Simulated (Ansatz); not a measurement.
# CaZn3: the change of energy above lowest point and pressure with volume scale

Free energy against uniform scaling of the volume at fixed shape and fractions; periodic cell, basis, potentials, k mesh and filling as listed. The results are calculated, by Ansatz 0.2.0.

The cell before it is scaled or strained (space group Pm-3m, No. 221):
```
CaZn3
1.0
      4.3492     0.0000     0.0000
      0.0000     4.3492     0.0000
      0.0000     0.0000     4.3492
Ca Zn
1 3
Direct
  0.00000 0.00000 0.00000
  0.50000 0.50000 0.00000
  0.50000 0.00000 0.50000
  0.00000 0.50000 0.50000
```

Settings of every row: functional PBEsol; dispersion none; potentials PAW; wave cutoff 510 eV; density cutoff 2040 eV; k mesh 5x5x5; k shift 0x0x0; occupations cold; smearing width 0.05 eV; spin none.

Limits: coarse k mesh, up to 40 meV an atom off; minimum outside the range; the cell comes from a prototype or a list of computed structures and needn't be the stable phase.

| row | volume scale | V (Å³/atom) | energy above lowest point (meV/atom) | pressure (GPa) |
| --- | --- | --- | --- | --- |
| 1 | 0.9406 | 19.345 | 0 | -0.89 |
| 2 | 0.9703 | 19.956 | 6 | -2.24 |
| 3 | 1 | 20.567 | ? | ? |
| 4 | 1.0297 | 21.178 | 31.5 | -4.31 |
| 5 | 1.0594 | 21.789 | 49.4 | -5.08 |

Question: what energy above lowest point and pressure should row 3 give?

Worked fit of energy above lowest point. Take u = (V_r/V)^(2/3) − 1 with V_r = 20.567 Å³ an atom, which is twice the finite (Eulerian) strain; such expansions in the strain, on which the Birch-Murnaghan equation of state is built, carry the rest volume and the bulk modulus. The shown rows have u = 0.04168, 0.02031, -0.01933, -0.03775. Least squares give energy above lowest point = 16.78 − 645.6 × u + 5815 × u² meV/atom; a straight line predicts inner rows, each left out in turn, worse (root mean square 5.3 against 0.17 meV/atom). The rows lie off it by 0.0, -0.1, 0.1, 0.0. The withheld row has u = 0, so the fit gives 16.78 − 645.6 × (0) + 5815 × (0)² = 16.8 meV/atom.

The calculation gave 16.8 meV/atom. The fit meets it to the printed digit.

Worked fit of pressure. Take u = (V_r/V)^(2/3) − 1 with V_r = 20.567 Å³ an atom, which is twice the finite (Eulerian) strain; such expansions in the strain, on which the Birch-Murnaghan equation of state is built, carry the rest volume and the bulk modulus. The shown rows have u = 0.04168, 0.02031, -0.01933, -0.03775. Least squares give pressure = −3.371 + 52.05 × u + 179.5 × u² GPa; a straight line predicts inner rows, each left out in turn, worse (root mean square 0.16 against 5.6e-05 GPa). All shown rows lie on it to the printed digit. The withheld row has u = 0, so the fit gives −3.371 + 52.05 × (0) + 179.5 × (0)² = -3.37 GPa.

The calculation gave -3.37 GPa. The fit meets it to the printed digit.
